Notes: the RPA correlation energy under a response cutoff, silicon

Hartree units, fixed orbitals and eigenvalues.

Bound. With P(iω) = −χ0(iω) ≥ 0 and v ≥ 0,
E_c = (1/2π)∫₀^∞ dω Tr[ln(1+Pv) − Pv].
Along v + sD, the trace has slope Tr{[(P⁻¹+v+sD)⁻¹ − P]D} ≤ 0 for D ≥ 0, so E_c falls as v grows. Coulomb-metric RI gives v_RI = v^½Πv^½ ≤ v, with Π an orthogonal projector, hence E_c(RI) ≥ E_c. The trace is symmetric in P and v, so dropping empty bands also raises E_c. Overlap-metric fitting gives ΠvΠ, in general not below v, but v is diagonal in plane waves, so the cutoff |q+G| ≤ q_c, E_cut = q_c²/2, is safe. The bound concerns the converged RPA value, not energy differences.

Scales. With the approximate a = 5.431 Å and 32 valence electrons per cube, k_F = 0.957 bohr⁻¹, E_F = 12.46 eV, ω_p = 16.6 eV. The groups are t = k_F/q_c and the coupling 1/k_F. The two-bubble ring scales as me⁴/ħ², so it is 1 Ha times a function of t; each further bubble brings 1/k_F.

One pole. By the f-sum rule vP = ω_p²/(Δ²+ω²), so each wave vector contributes
e(Δ) = ½[√(Δ²+ω_p²) − Δ − ω_p²/2Δ].

Small cutoff. I fit Δ₀ = ω_p/√(ε∞−1) = 5.04 eV to the measured ε∞ = 11.85 (compiled value, Skelton 2020) and assume Δ = Δ₀ + q²/2. Then e(Δ₀) = −7.5 eV, and the energy captured per electron is
½e(Δ₀)(E_cut/E_F)^(3/2)[1 − E_cut/E*], E* = 5|e|/3e′ = 5.3 eV.

Large cutoff, electron gas. For q > 2k_F all Δ_k = q²/2 + k·q are positive and second order gives e = −½v²n²⟨1/(Δ_k+Δ_k′)⟩ over two Fermi spheres. I expand in k_F/q, add the third-order factor −ω_p²/2Δ², and integrate ∫q²dq/(2π²n) beyond q_c. The missing energy per electron is
δ = (4/9π²)t³[1 + (6/25)t² + (216/1225 − 8/(7πk_F))t⁴],
with prefactor 1.225 eV and t⁴ coefficient −0.20 here.

Crossovers. Cubic growth ends near E*. The ring series needs vP < 1, i.e. q²/2 above about ω_p; my expansion starts at q_c = 2k_F, E_cut = 4E_F = 50 eV.

Crystal. At large G, (v^½Pv^½)_GG′ ∝ n_K, the density component at K = G−G′, so n² becomes n²(1+w), w = Σ_(K≠0)|n_K/n|². A pair G, G′ is lost once either leaves the sphere, which moves the boundary inward by |K·p̂|/2 (p the midpoint) and adds |n_K/n|²·3|K|/4q_c per K, an E_cut⁻² term. I keep the eight (111) vectors, |K| = 1.06 bohr⁻¹, with a typical |n₁₁₁/n| ≈ 0.22: w = 0.39. At 200 eV the boundary term is 0.080 against 0.015 for (6/25)t², so it is the leading correction. The crystal factor is 1 + w + boundary term; the model is leading × factor, per atom of four electrons.

E_cut (eV) | leading (meV) | gas bracket | crystal factor | model (eV)
100 | 216 | 1.027 | 1.50 | 0.32
200 | 76 | 1.014 | 1.47 | 0.11
400 | 27 | 1.007 | 1.44 | 0.039

These are the model's numbers. Higher stars only add to w, and correlating the 2s2p core would raise ⟨n²⟩ strongly, so I read them as low estimates. A pure E_cut^(−3/2) fit through 200 and 400 eV overcorrects the E_cut⁻² term by the fraction 3/(2^(3/2)−1) − 1 of its 400 eV value, about 1 meV/atom: the extrapolated energy is no bound.

Cost. N_G = Ωq_c³/6π² is 257 at 200 eV for the two-atom cell, and the leading term equals 19.6 eV/N_G per atom. Building P takes N_ωN_k²N_occN_virtN_G² operations, O(N⁴) in cell size; the determinant is O(N_G³). At fixed cell N_virt must track N_G, so cost ∝ δ⁻³ and halving δ costs a factor 8.